**Question: Is MP2 just offset for GeH, or is it failing?**

I have bond-energy curves for GeH from two density functionals, MP2, SCS-MP2 and CCSD(T). The T1 diagnostic is tiny at every distance, so I assumed that MP2 would be safe. Yet MP2 binds less than CCSD(T) everywhere, and SCS-MP2 repairs only part of the difference. Can I treat this as a constant shift? And why does T1 give no warning?

Calculated values. Energy of GeH (doublet, one unpaired π electron) against bond length, relative to the separated high-spin atoms at the same level. PySCF 2.14.0, non-relativistic, pcseg-1 basis, fixed occupation; unrestricted Kohn–Sham for PBE0 and M06, UHF reference and frozen cores for CCSD(T), MP2 and SCS-MP2. The T1 diagnostic is from CCSD(T).

| bond length (Å) | PBE0 (eV) | M06 (eV) | CCSD(T) (eV) | MP2 (eV) | SCS-MP2 (eV) | T1 diagnostic |
| --- | --- | --- | --- | --- | --- | --- |
| 1.444 | -2.626 | -2.760 | -2.469 | -2.341 | -2.425 | 0.008 |
| 1.508 | -2.771 | -2.910 | -2.604 | -2.468 | -2.555 | 0.008 |
| 1.556 | -2.824 | -2.967 | -2.651 | -2.509 | -2.598 | 0.008 |
| 1.604 | -2.839 | -2.987 | -2.662 | -2.513 | -2.604 | 0.009 |
| 1.652 | -2.825 | -2.976 | -2.644 | -2.487 | -2.580 | 0.009 |
| 1.716 | -2.767 | -2.923 | -2.585 | -2.415 | -2.511 | 0.009 |
| 1.796 | -2.649 | -2.813 | -2.468 | -2.281 | -2.381 | 0.010 |
| 1.893 | -2.463 | -2.638 | -2.289 | -2.077 | -2.180 | 0.010 |

**Answer**

It is not a constant shift. Near the minimum MP2 loses about 0.15 eV, or 6% of the CCSD(T) binding, and this loss grows by roughly two thirds between the shortest and the longest bond in your table. MP2 captures too little of the growth in correlation energy as the bond is stretched.

To see this, subtract the CCSD(T) column from the MP2 column row by row. A harmless offset would leave a constant, but the difference climbs at every step, from 0.128 eV at 1.444 Å to 0.212 eV at 1.893 Å. Stretching the bond from 1.604 Å to the last row therefore costs 17% more in MP2 than in CCSD(T).

The same slope shortens the bond. A constant error leaves the minimum where it is, whereas an error that rises with distance pushes it inwards by the slope divided by the force constant. That gives 0.012 Å here, and the fitted minima of the two curves differ by 0.011 Å. Your grid hides the shift, because every method has its lowest entry at 1.604 Å.

**What is lost in the bond**

Correlation energy here means the energy gained beyond the unrestricted Hartree–Fock (UHF) determinant. At 1.604 Å MP2 recovers 0.62 eV less of it than CCSD(T) does. Most of that, 0.48 eV, is already lost in the free Ge atom and cancels when the binding energy is formed. The remaining 0.15 eV belongs to making the bond, and this is the part that changes with distance.

Perhaps MP2 simply finds a fixed fraction of the correlation energy, so that one scale factor would mend it. At 1.604 Å the CCSD(T) correlation energy is about 4/3 of the MP2 one. From there to 1.893 Å MP2 gains 0.019 eV, so the scaled gain is 0.019 × 4/3 ≈ 0.026 eV. CCSD(T) gains 0.082 eV, more than three times as much.

The factor was set at 1.604 Å only, so the other rows test it, and at 1.444 Å the scaled change even has the wrong sign, although that sign comes from the like-spin part discussed below. The widening of the gap therefore comes mainly from too weak a response to stretching, not from a fixed share of the correlation energy that goes missing.

The two MP2 columns also give a hint of which electrons matter. SCS-MP2 weights pairs of opposite spin by 6/5 and pairs of like spin by 1/3, so the two contributions can be separated. Between 1.604 and 1.893 Å the opposite-spin part grows while the like-spin part shrinks. That fits a σ bond, whose two electrons have opposite spins, although the lone pair on Ge is such a pair too. The like-spin trend says less about the bond: these runs correlate 15 electrons, ten of them Ge 3d, and the 3d pairs are expected to supply much of it. Scaling the opposite-spin part alone still yields only 56% of the CCSD(T) growth.

**Why second order responds too weakly**

Theory offers a simple reason. As the bond stretches, the bonding σ and antibonding σ* levels approach each other. It becomes cheaper to mix in the configuration with both bond electrons in σ*, which helps them to avoid one another. The correlation energy of this pair should therefore grow.

Let K be the coupling between the two configurations and D the cost of the double excitation, counted from Hartree–Fock orbital energies. MP2 then gives a correlation energy of −K²/D. But D is too large: an empty Hartree–Fock orbital feels the repulsion of all the electrons, including those that have just left the bond. If A is the net attraction between the promoted electrons and the holes they leave, the true cost is D − A. As long as K is small against that cost, the correlation energy is closer to −K²/(D − A).

Now suppose, for simplicity, that only D changes and that it falls. In a real bond K and A change too, so the result shows a tendency rather than a size. The size of the correlation energy is too small by the factor (D − A)/D, but its rate of growth is too small by the square of that factor. In this picture, a scale factor that is right at one distance fails at the next. With the factor of 3/4 found above, the square is 0.56, while the curves give 0.24, so the model gets the direction and not the size. The rule to carry over is to look for an electron pair whose orbital gap closes along the path you follow.

The curves support this picture but do not prove it. A second possible cause is the UHF determinant itself. If it takes on more spin contamination as the bond stretches, the perturbation series converges more slowly, and MP2 would again fall behind. The UHF ⟨S²⟩ isn't listed, so I can't exclude this, but it is expected to be the minor effect over your range. T1 rises only from 0.008 to 0.010, and the PBE0 ⟨S²⟩ stays close to 0.75 until beyond 2 Å.

**Why T1 is silent, and what to watch instead**

T1 measures the weight of single excitations in the coupled-cluster wavefunction, which mostly reflects how far the orbitals want to relax. The MP2 error is expected to sit mainly in the double excitations, which T1 doesn't count. T1 is also divided by the square root of all 15 correlated electrons; if the singles sit in the five valence electrons, 0.010 would read about 0.018. That is still a good sign for the CCSD(T) run, but it is no certificate for MP2.

The distance between MP2 and SCS-MP2 widens from 0.084 to 0.103 eV along your table, but it is a poor warning. Of that 0.019 eV, about 0.012 eV comes from the shrinking like-spin part and only 0.007 eV from the opposite-spin part, where the bond pair sits. The sign to watch is the gap to CCSD(T) itself, taken at two or more distances. SCS-MP2 removes 66% of the MP2 gap at the shortest bond and only 49% at the longest.

Don't extend the widening to dissociation. All energies are counted from separated atoms at the same level, so the gap must close again if the determinant leads smoothly to those atoms. MP2 is then at its worst for a partly stretched bond, which is where many transition states lie.

**How far to trust the yardstick**

CCSD(T) is a fair judge of MP2 here because both use the same basis and the same reference determinant. It is a weaker judge of the functionals. The basis is of double-zeta size and has no f functions on Ge, which hurts correlated methods more than density functionals. The deeper PBE0 and M06 wells are therefore not purely errors of the functionals.

If an error of 0.15 eV sat uncancelled in a reaction barrier, it would change the rate at 700 K by a factor of about twelve. For such work, check MP2 against CCSD(T) at a stretched geometry as well as at the minimum.

The output below lists the gaps and the tests of both scaling models.

Printed output of the fit:

```
Energy less CCSD(T) energy in eV:
    row    MP2  SCS-MP2    PBE0     M06
  1.444  0.128    0.044  -0.157  -0.291
  1.508  0.136    0.049  -0.167  -0.306
  1.556  0.142    0.053  -0.173  -0.316
  1.604  0.149    0.058  -0.177  -0.325
  1.652  0.157    0.064  -0.181  -0.332
  1.716   0.17    0.074  -0.182  -0.338
  1.796  0.187    0.087  -0.181  -0.345
  1.893  0.212    0.109  -0.174  -0.349
Gain in correlation energy since 1.604 A in eV:
    row    CCSD(T)         MP2  MP2 opposite spin  MP2 same spin  fixed-fraction model  opposite-spin model
  1.444   -0.01742    0.003265          -0.005338       0.008603              0.004349            -0.008518
  1.508   -0.01361  -0.0002721          -0.004605       0.004333            -0.0003625            -0.007349
  1.556  -0.007619  -0.0005442           -0.00293       0.002386            -0.0007249            -0.004677
  1.604          0           0                  0              0                     0                    0
  1.652   0.009796    0.001633           0.003454      -0.001821              0.002175             0.005512
  1.716    0.02558     0.00517           0.009315      -0.004145              0.006887              0.01486
  1.796    0.04898     0.01116              0.018      -0.006845               0.01486              0.02873
  1.893    0.08218     0.01932            0.02899      -0.009671               0.02573              0.04626
MP2 shortfall at 1.604 A in percent of the CCSD(T) binding: 5.597
growth of the MP2 gap from 1.444 to 1.893 A in eV: 0.084
growth of the SCS-MP2 gap from 1.444 to 1.893 A in eV: 0.065
part of the MP2 gap removed by SCS at 1.444 A in percent: 65.62
part of the MP2 gap removed by SCS at 1.893 A in percent: 48.58
correlation missed by MP2 in the whole molecule at 1.604 A in eV: 0.6245
correlation missed by MP2 in the free Ge atom in eV: 0.4754
growth from 1.604 to 1.893 A given by the fixed-fraction model in percent of CCSD(T): 31.31
growth from 1.604 to 1.893 A given by the opposite-spin model in percent of CCSD(T): 56.3
excess cost of stretching from 1.604 to 1.893 A in MP2 in percent: 16.89
excess cost of the same stretch in PBE0 in percent: 0.8043
MP2 bond length less CCSD(T) from the slope of the gap in A: -0.01201
MP2 bond length less CCSD(T) from the fitted minima in A: -0.01138
SCS-MP2 bond length less CCSD(T) from the slope of the gap in A: -0.008811
SCS-MP2 bond length less CCSD(T) from the fitted minima in A: -0.008385
factor in a rate at 700 K if the MP2 gap at 1.604 A sat in a barrier: 11.82
```
